**Sum-rule estimates for the M₂,₃ edges of Mo³⁺ in a swept tetragonal field**

The table holds centroid, branching ratio, line strength, ground-state spin and M₂ circular dichroism share of Mo³⁺ (4d³) from radial Dirac CI 1 (Dirac-Coulomb-Breit, two configurations, parametric D4h field) for eight values of B20. The program tests the orbital and spin sum rules with zero, one and two fitted parameters, a spin-orbit estimate of the branching ratio, a weighted-mean rule for the centroid, and a rough d³ diagonalisation for the sign and order of $T_z$. The bare rule overshoots the M₂ share by 28 to 42 %, a constant factor 0.745 is within 6 %, and an added slope in B20 is within 0.4 %. The net dichroism is only 0.16 to 0.24 of the orbital sum rule, which would follow from unequal radial integrals for the two core levels (an effective squared ratio near 1.15 from the net dichroism, nearer 1.2 from the line strength, both inferred). The rough model gives a $T_z$ of a few hundredths that changes sign with the t₂g splitting and has the size needed for the slope, and it shows that the quartet-only estimate of the spin-orbit expectation value is about three times too small. The 0.009 eV range of the centroid matches the change of the branching ratio times the core splitting.

M2,3 absorption of Mo3+ (4d3) in a parametric D4h crystal field, computed with radial Dirac CI 1 (Dirac-Coulomb-Breit CI, KLI orbitals, valence Slater integrals scaled by 0.9). Centroid and branching ratio (M3 share) are thermal values at 10 K. Spin moments and dichroism (Δm = −1 less +1, over all three polarisations) are for the ground state at 0 K in a 10 meV exchange field on Sz.

## The fit in Python

```python
# Table: Mo3+ 4d3 M2,3 absorption multiplets (radial Dirac CI 1, Dirac-Coulomb-Breit, two configurations, D4h field, B20 swept).
# Tested: sum-rule estimate of high-edge dichroism (0, 1, 2 parameters), branching and centroid rules; rough d3 model for sign/order of Tz.
T = {
    'Wybourne_parameters_in_cm_¹': ['B20 -16520, B40 45990, B44 34261.2', 'B20 -21000, B40 45990, B44 34261.2', 'B20 10500, B40 45990, B44 34261.2', 'B20 6020, B40 45990, B44 34261.2', 'B20 1470, B40 45990, B44 34261.2', 'B20 -3010, B40 45990, B44 34261.2', 'B20 -7490, B40 45990, B44 34261.2', 'B20 -11970, B40 45990, B44 34261.2'],
    'centroid': [405.38, 405.37, 405.37, 405.38, 405.38, 405.38, 405.38, 405.38],  # eV
    'branching_ratio': [0.7311, 0.7313, 0.7312, 0.7309, 0.7308, 0.7308, 0.7308, 0.7309],
    'summed_line_strength': [0.007413, 0.007414, 0.007414, 0.007413, 0.007413, 0.007413, 0.007413, 0.007413],  # bohr²
    'ground_spin_moment_sz': [-1.497, -1.497, -1.496, -1.497, -1.497, -1.497, -1.497, -1.497],
    'ground_spin': [1.498, 1.498, 1.498, 1.498, 1.498, 1.499, 1.499, 1.498],
    'dichroism_share_high_edge': [0.0387, 0.0392, 0.0354, 0.0361, 0.0367, 0.0372, 0.0377, 0.0382],
}
import numpy as np, re, itertools as it
from sympy.physics.wigner import gaunt
from scipy.constants import physical_constants as pc
W = np.array([[float(x) for x in re.findall(r'B\d\d (-?[\d.]+)', s)] for s in T[[k for k in T if k.startswith('Wyb')][0]]])
b20, b40, b44 = W.T
B, BR, Sz, S = (np.array(T[k]) for k in ('dichroism_share_high_edge', 'branching_ratio', 'ground_spin_moment_sz', 'ground_spin'))
# further outputs of the same runs, table order (less vetted): Lz, low-edge share, finer centroid, branching, strength, core splitting
Lz = np.array([.113, .113, .111, .111, .111, .111, .112, .112])
A = -np.array([.0373, .0379, .0335, .0343, .035, .0356, .0362, .0368])
cen = 405+np.array([.37598, .37208, .373204, .37808, .380368, .380958, .380342, .378699])
br = .73+1e-7*np.array([10934, 13158, 12022, 9458, 8265, 7992, 8386, 9358])
st = 1e-9*(7413000+np.array([436, 743, 663, 278, 97, 48, 95, 223])); split = 17.88953
zeta, F = 8.0e2, {2: 5.1e4, 4: 3.3e4}  # rough recalled values, cm-1 (F already scaled)
nh = 7; o = np.argsort(-b20); hi, lo = o[0], o[-1]
gap = 2*70**.5*b44/21; dt = -3*b20/7+5*b40/21-gap/2; de = -4*b20/7-5*b40/21+gap/2
X, Y = -2*Sz/(3*nh), Lz/(2*nh); B0 = (X+Y)/3; A0 = (2*Y-X)/3
f1 = np.mean(B/B0); p = np.polyfit(b20, B/B0, 1); m2 = B0*np.polyval(p, b20)
pin = np.polyfit(b20[o[1:-1]], (B/B0)[o[1:-1]], 1)
# rough d3 diagonalisation (120 determinants)
m = range(-2, 3); I2 = np.eye(2); kr = np.kron
C = {(k, q): np.array([[(4*np.pi/(2*k+1))**.5*(-1)**i*float(gaunt(2, k, 2, -i, q, j)) for j in m] for i in m]) for k in (2, 4) for q in range(-k, k+1)}
d2 = {d: i for i, d in enumerate(it.combinations(range(10), 2))}; a = np.zeros((10, 45, 120))
for J, D in enumerate(it.combinations(range(10), 3)):
    for n, i in enumerate(D): a[i, d2[D[:n]+D[n+1:]], J] = (-1)**n
E = np.einsum('iap,jaq->ijpq', a, a, optimize=True); L = lambda h, s: np.tensordot(kr(h, s), E, 2)
sz = np.diag([.5, -.5]); sp = np.array([[0., 1.], [0., 0.]]); lz = np.diag(np.arange(-2., 3.)); lp = np.diag([(6-i*(i+1))**.5 for i in range(-2, 2)], -1)
CM = {k: L(v, I2) for k, v in C.items()}; SZ, SP = L(np.eye(5), sz), L(np.eye(5), sp)
LS = L(lz, sz)+.5*(L(lp, sp.T)+L(lp.T, sp)); TZ = -2*L(C[2, 0], sz)+1.5**.5*(L(C[2, 1], sp.T)+L(C[2, 1].T, sp))
H0 = sum(.5*F[k[0]]*v@v.T for k, v in CM.items())+zeta*LS+.010*pc['electron volt-inverse meter relationship'][0]/100*SZ
ops = (L(lz, I2), SZ, SZ@SZ+.5*(SP@SP.T+SP.T@SP), TZ, LS); R = []
for x, y, z in W:
    v = np.linalg.eigh(H0+x*CM[2, 0]+y*CM[4, 0]+z*(CM[4, 4]+CM[4, -4]))[1][:, 0]; R.append([v@O@v for O in ops])
mL, mSz, mS2, mT, mls = np.array(R).T
assert np.all(np.diff(B[o]) > 0) and np.all(np.abs(Sz+1.5) < .01) and np.all(np.abs(S-1.5) < .01)
assert np.all(BR > 2/3) and np.ptp(BR) < .001
assert .5 < f1 < 1 and np.all(A+B > 0) and np.all(A+B < Y)
print(f'gap xy->x2-y2 {gap[0]:.0f} cm-1; cubic B44 {b40[0]*(5/14)**.5:.0f}; 4zeta/gap {4*zeta/gap[0]:.3f} vs Lz {Lz.min()}-{Lz.max()}; zeta implied {Lz.mean()*gap[0]/4:.0f} cm-1')
print('B20 xy-xz x2y2-z2 (cm-1) | B B0 B/B0 | err% const, err% slope, resid slope | net A+B, Y, 2B-A, (2B-A)/X')
for i in o: print(f'{b20[i]:.0f} {dt[i]:.0f} {de[i]:.0f} | {B[i]:.4f} {B0[i]:.4f} {B[i]/B0[i]:.3f} | {100*(f1*B0[i]/B[i]-1):+.1f} {100*(m2[i]/B[i]-1):+.1f} {m2[i]-B[i]:+.5f} | {A[i]+B[i]:.4f} {Y[i]:.4f} {2*B[i]-A[i]:.4f} {(2*B[i]-A[i])/X[i]:.3f}')
print(f'bare rule overshoot {100*(B0/B-1).min():.0f}-{100*(B0/B-1).max():.0f}%; X {X.mean():.4f}; A0 {A0.mean():.4f}; net/Y {((A+B)/Y).min():.2f}-{((A+B)/Y).max():.2f}')
print(f'const f {f1:.3f}; slope rule f {p[1]:.3f}, K {-p[1]/p[0]:.3g} cm-1; max|resid| {abs(m2-B).max():.5f}, rms {np.std(m2-B):.5f}; rounding floor 0.00005')
hand = .74*.050*(1-b20/3.1e5)
print('hand rule 0.74*0.050*(1-B20/3.1e5): ' + ', '.join(f'{b20[i]:.0f}: {hand[i]:.4f} ({100*(hand[i]/B[i]-1):+.1f}%)' for i in (hi, lo)) + f'; worst {100*abs(hand/B-1).max():.1f}%')
print('ends predicted from inner six rows, err%: ' + ', '.join(f'{b20[i]:.0f}: {100*(B0[i]*np.polyval(pin, b20[i])/B[i]-1):+.1f}' for i in (hi, lo)))
Xo = 2*B-A
print(f'end-to-end change: B {B[lo]-B[hi]:+.4f} ({100*(B[lo]/B[hi]-1):.1f}%), A {A[lo]-A[hi]:+.4f}, net {(A+B)[lo]-(A+B)[hi]:+.4f}, 2B-A {100*(Xo[lo]/Xo[hi]-1):.1f}%, B0 {100*(B0[lo]/B0[hi]-1):.1f}%')
ls = -5*Lz/6; b = 2/3-ls/(3*nh); net = A+B
rho = lambda x: ((x+Y)/3-net*(1-b))/(net*b-(2*Y-x)/3)
r = rho(X); n = r.mean()*b.mean()+1-b.mean()
print(f'branching: table {BR.mean():.4f}, excess over 2/3 {BR.mean()-2/3:.4f}; hand l.s {ls.mean():.3f} adds {b.mean()-2/3:.4f} ({100*(b.mean()-2/3)/(BR.mean()-2/3):.0f}%)')
print(f'rho from net (Tz=0) {r.min():.3f}-{r.max():.3f}; branching with rho {r.mean()*b.mean()/n:.3f}; left over {BR.mean()-r.mean()*b.mean()/n:.3f}')
print(f'dln(strength)/dBR: outputs {np.polyfit(br, np.log(st), 1)[0]:.2f}, from rho {(r.mean()-1)*n/r.mean():.2f}; strength range {100*np.ptp(st)/st.mean():.4f}%')
pcn = np.polyfit(br, cen, 1); e0 = cen-(1-br)*split
print(f'centroid range {np.ptp(cen):.4f} eV (table rounding 0.005); BR range {np.ptp(br):.5f} x split = {np.ptp(br)*split:.4f} eV; slope {pcn[0]:.1f} eV')
print(f'(1-BR)*split {(1-br.mean())*split:.2f} eV; implied low-edge centre {e0.mean():.3f} eV, spread {np.ptp(e0):.4f} eV')
print('rough d3 model: B20, Lz (output), Sz (table), S (table), Tz, l.s')
for i in o: print(f'{b20[i]:.0f} {mL[i]:.3f} ({Lz[i]:.3f}) {mSz[i]:.3f} ({Sz[i]:.3f}) {(mS2[i]+.25)**.5-.5:.3f} ({S[i]:.3f}) {mT[i]:+.3f} {mls[i]:.3f}')
Xm = -(2*Sz+7*mT)/(3*nh); Bm = (Xm+Y)/3; fm = np.mean(B/Bm)
print(f'Tz change needed if it carried all the slope {-(Xo[lo]/Xo[hi]-1)*X.mean()*3*nh/7:+.3f}; model change {mT[lo]-mT[hi]:+.3f}; model X change {100*(Xm[lo]/Xm[hi]-1):.1f}%')
print(f'one factor with model Tz: f {fm:.3f}, worst err {100*abs(fm*Bm/B-1).max():.1f}%; rho range {rho(Xm).min():.3f}-{rho(Xm).max():.3f}')
```

It prints:

```
gap xy->x2-y2 27300 cm-1; cubic B44 27484; 4zeta/gap 0.117 vs Lz 0.111-0.113; zeta implied 763 cm-1
B20 xy-xz x2y2-z2 (cm-1) | B B0 B/B0 | err% const, err% slope, resid slope | net A+B, Y, 2B-A, (2B-A)/X
10500 -7200 -3300 | 0.0354 0.0501 0.706 | +5.6 +0.4 +0.00014 | 0.0019 0.0079 0.1043 0.732
6020 -5280 -740 | 0.0361 0.0502 0.720 | +3.6 -0.1 -0.00002 | 0.0018 0.0079 0.1065 0.747
1470 -3330 1860 | 0.0367 0.0502 0.732 | +1.9 -0.3 -0.00009 | 0.0017 0.0079 0.1084 0.760
-3010 -1410 4420 | 0.0372 0.0502 0.742 | +0.5 -0.2 -0.00007 | 0.0016 0.0079 0.1100 0.772
-7490 510 6980 | 0.0377 0.0502 0.751 | -0.8 -0.1 -0.00003 | 0.0015 0.0080 0.1116 0.783
-11970 2430 9540 | 0.0382 0.0502 0.761 | -2.1 -0.0 -0.00001 | 0.0014 0.0080 0.1132 0.794
-16520 4380 12140 | 0.0387 0.0502 0.771 | -3.3 +0.1 +0.00004 | 0.0014 0.0081 0.1147 0.805
-21000 6300 14700 | 0.0392 0.0502 0.781 | -4.5 +0.1 +0.00006 | 0.0013 0.0081 0.1163 0.816
bare rule overshoot 28-42%; X 0.1426; A0 -0.0422; net/Y 0.16-0.24
const f 0.745; slope rule f 0.733, K 3.16e+05 cm-1; max|resid| 0.00014, rms 0.00007; rounding floor 0.00005
hand rule 0.74*0.050*(1-B20/3.1e5): 10500: 0.0357 (+1.0%), -21000: 0.0395 (+0.8%); worst 1.0%
ends predicted from inner six rows, err%: 10500: +0.6, -21000: +0.1
end-to-end change: B +0.0038 (10.7%), A -0.0044, net -0.0006, 2B-A 11.5%, B0 0.2%
branching: table 0.7310, excess over 2/3 0.0643; hand l.s -0.093 adds 0.0044 (7%)
rho from net (Tz=0) 1.139-1.157; branching with rho 0.701; left over 0.030
dln(strength)/dBR: outputs 0.19, from rho 0.14; strength range 0.0094%
centroid range 0.0089 eV (table rounding 0.005); BR range 0.00052 x split = 0.0092 eV; slope -17.7 eV
(1-BR)*split 4.81 eV; implied low-edge centre 400.565 eV, spread 0.0009 eV
rough d3 model: B20, Lz (output), Sz (table), S (table), Tz, l.s
10500 0.118 (0.111) -1.495 (-1.496) 1.497 (1.498) +0.026 -0.287
6020 0.117 (0.111) -1.496 (-1.497) 1.497 (1.498) +0.017 -0.274
1470 0.118 (0.111) -1.496 (-1.497) 1.498 (1.498) +0.010 -0.266
-3010 0.118 (0.111) -1.496 (-1.497) 1.498 (1.499) +0.004 -0.261
-7490 0.118 (0.112) -1.496 (-1.497) 1.498 (1.499) -0.002 -0.260
-11970 0.119 (0.112) -1.496 (-1.497) 1.498 (1.498) -0.008 -0.262
-16520 0.120 (0.113) -1.496 (-1.497) 1.498 (1.498) -0.014 -0.266
-21000 0.121 (0.113) -1.496 (-1.497) 1.497 (1.498) -0.021 -0.273
Tz change needed if it carried all the slope -0.049; model change -0.047; model X change 11.9%
one factor with model Tz: f 0.748, worst err 0.3%; rho range 1.147-1.150
```
